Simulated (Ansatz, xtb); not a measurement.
## H8N2Si2Zn: 3 structures ranked

3 gas-phase structures of H8N2Si2Zn, from a drawn sample of its isomers (lower ones may exist). Each was relaxed with GFN2-xTB; where two conformers were screened, the lower at r2SCAN-D4/def2-SVP is listed:

A. `[NH2][Zn][N]([SiH3])[SiH3]`, a singlet
B. a singlet given by its coordinates
C. the triplet with the links of `[NH2][Zn][N]([SiH3])[SiH3]`

B (Å):

```tsv
atom	x (Å)	y (Å)	z (Å)
N	0.3285	-1.0598	0.1513
N	-0.0832	0.0615	1.0007
Si	-0.0972	1.0979	-2.9223
Si	-0.1597	-0.2352	2.6808
Zn	-0.3089	1.0986	-0.5846
H	1.3019	1.1104	-3.3736
H	-0.7219	2.2310	-3.6155
H	1.2568	-1.3683	0.4502
H	-0.6974	-0.0946	-3.5368
H	-0.2906	-1.8529	0.3346
H	1.1548	-0.6974	3.1728
H	-1.1170	-1.3246	2.9682
H	-0.5659	1.0335	3.2745
```

Close contacts (Å): N1–N2 1.47, N1–Zn5 2.37, N2–Si4 1.71, N2–Zn5 1.91, Si3–Zn5 2.35, N1–H8 1.02, N1–H10 1.02, Si3–H6 1.47, Si3–H7 1.47, Si3–H9 1.47, Si4–H11 1.48, Si4–H12 1.48, Si4–H13 1.46.

Task: Make a reasoned guess at their ranking by r2SCAN-D4/def2-SVP single-point energy.

Result: Calculated order at r2SCAN-D4/def2-SVP: A (0.0), B (50.5), C (60.3) kcal/mol.

Energies above the lowest of each column, in kcal/mol (a dash: not run or not comparable):

```json
{"structure": "A", "GFN2-xTB": "0.0", "HF/STO-3G": "82.0", "r2SCAN-D4/def2-SVP": "0.0"}
{"structure": "B", "GFN2-xTB": "23.4", "HF/STO-3G": "133.0", "r2SCAN-D4/def2-SVP": "50.5"}
{"structure": "C", "GFN2-xTB": "–", "HF/STO-3G": "0.0", "r2SCAN-D4/def2-SVP": "60.3"}
```

r2SCAN-D4/def2-SVP puts A lowest; HF/STO-3G picks C. Frequencies (GFN2-xTB) were run for B alone. GFN2-xTB has no spin polarisation and isn't compared across spin states. Open shells are spin-unrestricted, some with notable spin contamination.

Programs: Ansatz 0.2.0, xtb 6.7.1.

The ordering reflects which bonds each isomer can form. A pairs nitrogen with the electropositive partners Zn and Si, whereas B is a silyl-zinc hydrazide: relative to A, it gives up one Zn–N and one Si–N bond for a Zn–Si and an N–N bond. The polar bonds lost are strong, while the N–N single bond is weakened by lone-pair repulsion. The long N1–Zn5 contact of 2.37 Å suggests only a weak donor interaction, too little to compensate.

C lies high because Zn(II) has a filled d shell, so a triplet must unpair ligand or Zn–N bonding electrons, probably into an orbital with Zn 4s and Zn–N antibonding character. The triplet preference of HF/STO-3G contradicts this familiar closed-shell chemistry. It probably stems from missing opposite-spin correlation together with a minimal basis that describes polar Zn–N bonds poorly. All three methods place A below B wherever they compare the two singlets, though GFN2-xTB gives a much smaller gap. The energies don't show how readily B would rearrange to A.
